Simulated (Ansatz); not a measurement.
Redistribution: Sn(CH3)Cl3 + C2H2Cl2Sn → SnCl4 + C3H5ClSn

Species: Sn(CH3)Cl3 (methyltin trichloride), singlet; C2H2Cl2Sn `C#[C][SnH]([Cl])[Cl]`, singlet; SnCl4 (tin tetrachloride) `[Cl][Sn]([Cl])([Cl])[Cl]`, singlet; C3H5ClSn `C#[C][SnH]([CH3])[Cl]`, singlet. The partners trade CH3 for Cl; both sit on Sn, so the bond types are kept.

Shapes, held fixed at every level: PBE0-D4/def2-TZVP. Programs: Ansatz 0.2.0. Electronic energies: no zero-point or thermal term.

| level | kind | ΔE (kJ/mol) | less CCSD(T)/def2-TZVPP |
| --- | --- | --- | --- |
| r2SCAN-D4/def2-TZVPP | meta-GGA | +23.1 | +1.3 |
| B3LYP-D4/def2-TZVPP | global hybrid | +22.6 | +0.8 |
| r2SCAN0-D4/def2-TZVPP | global hybrid | +23.3 | +1.5 |
| wB97M-V/def2-TZVPP | range-separated hybrid | +22.1 | +0.3 |
| CCSD(T)/def2-SVP | coupled cluster or CI | +20.3 | -1.5 |
| CCSD/def2-SVP | coupled cluster or CI | +20.9 | -0.9 |
| CCSD/def2-TZVPP | coupled cluster or CI | +22.3 | +0.5 |
| CCSD(T)/def2-TZVPP | coupled cluster or CI | +21.8 | 0.0 |

The highest level, CCSD(T)/def2-TZVPP, gives ΔE = +21.8 kJ/mol; the levels span +20.3 to +23.3. The column of differences is taken from that level and isn't an error. No measured value is set beside it here. For atoms past krypton def2 sets carry core potentials with scalar relativity. Correlated rows may include outer-core shells of Sn, which these sets cover unevenly.

Moving the methyl group off the trichloride and gathering four chlorines on one tin is uphill by +21.8 kJ/mol at the highest level, and every other row agrees on the sign. The reverse reaction, in which SnCl4 takes up an alkyl group, is therefore favoured in energy, in line with the familiar redistribution of organotins with tin tetrachloride.

The cause is probably electronic: methyl is a better donor than chlorine and stabilises tin most where the other substituents withdraw most charge. In methyltin trichloride, tin can also direct more s character into the Sn–C bond and more p character towards the electronegative chlorines, an advantage lost in SnCl4.

Because the exchange conserves bond types, much of the correlation error should cancel, which suits the close agreement between the functionals and coupled cluster. Within the coupled-cluster rows, enlarging the basis changes the energy more than adding triples does. The preference applies to isolated molecules, and donor solvents could alter it by coordinating the more Lewis-acidic chlorides.
